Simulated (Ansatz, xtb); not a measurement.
## Two isomers of C2H5FGe

Structure I: `C[CH2][Ge][F]`, a singlet. Structure II: `C=[CH][GeH2][F]`, a singlet. Both are isolated molecules in the gas phase, relaxed with PBE0-D3(BJ)/def2-SVP; the shapes shown needn't be the lowest conformers.

I (Å):

```yaml
atoms:
  - { symbol: C, position_ang: [0.7040, -1.0720, -0.1964] }
  - { symbol: C, position_ang: [0.0381, 0.0481, -0.9814] }
  - { symbol: F, position_ang: [2.7378, 0.7743, -1.2837] }
  - { symbol: Ge, position_ang: [1.1848, 1.5686, -1.5710] }
  - { symbol: H, position_ang: [1.5818, -1.4644, -0.7296] }
  - { symbol: H, position_ang: [0.0140, -1.9104, -0.0085] }
  - { symbol: H, position_ang: [1.0635, -0.7178, 0.7822] }
  - { symbol: H, position_ang: [-0.8279, 0.4810, -0.4458] }
  - { symbol: H, position_ang: [-0.3910, -0.3288, -1.9342] }
```

II (Å):

```yaml
atoms:
  - { symbol: C, position_ang: [-1.0900, 0.4036, -0.0402] }
  - { symbol: C, position_ang: [-0.4104, -0.7301, 0.1527] }
  - { symbol: F, position_ang: [1.4833, 1.5088, -0.8235] }
  - { symbol: Ge, position_ang: [-0.1886, 1.9959, -0.6500] }
  - { symbol: H, position_ang: [-2.1701, 0.4345, 0.1484] }
  - { symbol: H, position_ang: [-0.9003, -1.6469, 0.4986] }
  - { symbol: H, position_ang: [0.6682, -0.7823, -0.0298] }
  - { symbol: H, position_ang: [-0.6492, 2.4729, -2.0380] }
  - { symbol: H, position_ang: [-0.2029, 3.1440, 0.3737] }
```

Quicker runs give these differences E(II) − E(I): GFN2-xTB +175.9 kJ/mol; HF/STO-3G +0.9 kJ/mol (at GFN2-xTB geometries); r2SCAN-D4/def2-SVP +38.2 kJ/mol (at GFN2-xTB geometries).

Q: Estimate E(II) − E(I) at the level CCSD(T)/def2-SVP + ΔMP2/def2-TZVPP.

A: Calculated at CCSD(T)/def2-SVP + ΔMP2/def2-TZVPP: E(II) − E(I) = +26.5 kJ/mol, so structure I lies lower.

The same difference at several levels:

```csv
level,geometry,E(II) − E(I) (kJ/mol),departure from the last row (kJ/mol),"job, with rough time for the two"
GFN2-xTB,GFN2-xTB,+175.9,+149.4,"optimisation, 0.52 s"
HF/STO-3G,GFN2-xTB,+0.9,−25.6,"single point, 1.1 s"
r2SCAN-D4/def2-SVP,GFN2-xTB,+38.2,+11.7,"single point, 5.7 s"
PBE0-D3(BJ)/def2-SVP,PBE0-D3(BJ)/def2-SVP,+48.7,+22.2,"optimisation, 1.8 min"
HF/def2-SVP,PBE0-D3(BJ)/def2-SVP,+19.5,−6.9,part of the CCSD(T) run
MP2/def2-SVP,PBE0-D3(BJ)/def2-SVP,+26.9,+0.4,part of the CCSD(T) run
CCSD(T)/def2-SVP,PBE0-D3(BJ)/def2-SVP,+28.7,+2.2,single point
CCSD(T)/def2-SVP + ΔMP2/def2-TZVPP,PBE0-D3(BJ)/def2-SVP,+26.5,,"single point, 51 s"
```

As drawn, II has 1 C=C, 2 Ge–H in place of 1 C–C, 2 C–H.

HF/STO-3G finds them nearly level. The largest departure from CCSD(T)/def2-SVP + ΔMP2/def2-TZVPP is that of GFN2-xTB, 149.4 kJ/mol. The last row adds to CCSD(T) the change of the MP2 difference between the two basis sets, here −2.2 kJ/mol.

With harmonic frequencies from PBE0-D3(BJ)/def2-SVP (ideal gas, rigid rotor, one conformer each, 400 K, 1 atm): on the last row, ΔE + ΔZPE = +12.3 kJ/mol. A mode under 50 cm⁻¹ makes harmonic enthalpies and free energies unreliable, so none is given.

The correlated steps freeze 12 core orbitals; the filled d shell of Ge is correlated, in a basis made for valence electrons. Mirror images aren't counted in ΔG. Codes used: Ansatz 0.2.0, xtb 6.7.1; the last row on 2 threads of Intel(R) Xeon(R) Processor @ 2.50GHz (Skylake/Cascade Lake) on a shared host.

Every level places the ethylfluorogermylene (I) below vinylfluorogermane (II), though HF/STO-3G barely separates them. The comparison amounts to moving two hydrogens from carbon to germanium: II gains the higher oxidation state, Ge(IV), but pays with a C=C π bond and two Ge–H bonds in place of stronger C–H bonds. Divalent germanium is affordable because its lone pair is largely 4s in character and costly to engage in bonding. Fluorine probably helps further, by drawing σ density from germanium and donating π density into its empty 4p orbital.

Zero-point motion narrows the gap from +26.5 to +12.3 kJ/mol, as expected when stiff C–H oscillators are exchanged for softer Ge–H ones, but it doesn't reverse the order. The preference for I is therefore modest, and much smaller than GFN2-xTB suggests, probably because its parametrisation balances the two germanium oxidation states poorly. Lying lower than its isomer doesn't make I persistent, since small, unhindered germylenes readily dimerise or insert into bonds.
